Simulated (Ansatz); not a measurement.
## W2O: the change of energy above lowest point and pressure with volume per atom

Results calculated with Ansatz 0.2.0 development build, not measured. Equation of state of a cubic crystal from periodic Kohn-Sham density functional theory without spin; pressure corrected for the finite basis.

Cell of the first row (space group Fm-3m, No. 225):
```
W2O
1.0
      0.0000     2.6980     2.6980
      2.6980     0.0000     2.6980
      2.6980     2.6980     0.0000
W O
2 1
Direct
  0.25000 0.25000 0.25000
  0.75000 0.75000 0.75000
  0.00000 0.00000 0.00000
```

Settings of every row: formula W2O; structure type antifluorite; functional PBE; spin treatment none; k mesh 34x34x34; occupation method fermi-dirac; occupation width 0.061225619 eV; wave cutoff 420 eV; datasets soft-1 PAW; density cutoff ratio 4.

Limits: a cubic model structure, not a phase known at ambient conditions; no spin-orbit coupling, which can matter with elements this heavy.

```csv
row,volume per atom (Å³),energy above lowest point (meV/atom),pressure (GPa)
1,13.093,36.03,14.734
2,13.371,?,?
3,13.65,3.55,4.309
4,13.929,0,-0.152
5,14.207,3.82,-4.178
6,14.486,14.3,-7.81
7,14.764,30.78,-11.087
```

Question: what energy above lowest point and pressure should row 2 give?

Worked fit of energy above lowest point. Take u = (V_r/V)^(2/3) − 1 with V_r = 14.068 Å³ an atom, which is twice the finite (Eulerian) strain; such expansions in the strain, on which the Birch-Murnaghan equation of state is built, carry the rest volume and the bulk modulus. The shown rows have u = 0.04905, 0.02031, 0.00664, -0.00653, -0.01933, -0.03168. Least squares give energy above lowest point = 1.029 − 290.76 × u + 20473.6 × u² meV/atom; a straight line predicts inner rows, each left out in turn, worse (root mean square 14 against 0.02 meV/atom). The rows lie off it by 0.01, -0.02, 0.00, 0.02, 0.00, -0.01. Its lowest point lies at u = 0.0071, or V = 13.92 Å³ an atom, and the curvature there gives the bulk modulus at fixed shape and fractions, B = (4/9)(1 + u)² E″(u)/V = 212 GPa. The withheld row has u = 0.03446, so the fit gives 1.029 − 290.76 × (0.03446) + 20473.6 × (0.03446)² = 15.32 meV/atom.

The calculation gave 15.26 meV/atom. The fit lies 0.06 meV/atom (0.17 % of the column's range) above it; its largest miss of a shown row is 0.02 meV/atom.

Worked fit of pressure. Take u = (V_r/V)^(2/3) − 1 with V_r = 14.068 Å³ an atom, which is twice the finite (Eulerian) strain; such expansions in the strain, on which the Birch-Murnaghan equation of state is built, carry the rest volume and the bulk modulus. The shown rows have u = 0.04905, 0.02031, 0.00664, -0.00653, -0.01933, -0.03168. Least squares give pressure = −2.2162 + 304.829 × u + 802.24 × u² + 577.1 × u³ GPa; a parabola predicts inner rows, each left out in turn, worse (root mean square 0.013 against 0.0076 GPa). The rows lie off it by 0.000, -0.002, 0.005, -0.005, 0.003, -0.001 (root mean square 0.0033 GPa). The pressure vanishes at u = 0.0071, or V = 13.92 Å³ an atom, and there the bulk modulus at fixed shape and fractions is B = −V dP/dV = (2/3)(1 + u) dP/du = 212 GPa. The withheld row has u = 0.03446, so the fit gives −2.2162 + 304.829 × (0.03446) + 802.24 × (0.03446)² + 577.1 × (0.03446)³ = 9.264 GPa.

The calculation gave 9.253 GPa. The fit lies 0.011 GPa (0.043 % of the column's range) above it; its largest miss of a shown row is 0.005 GPa.
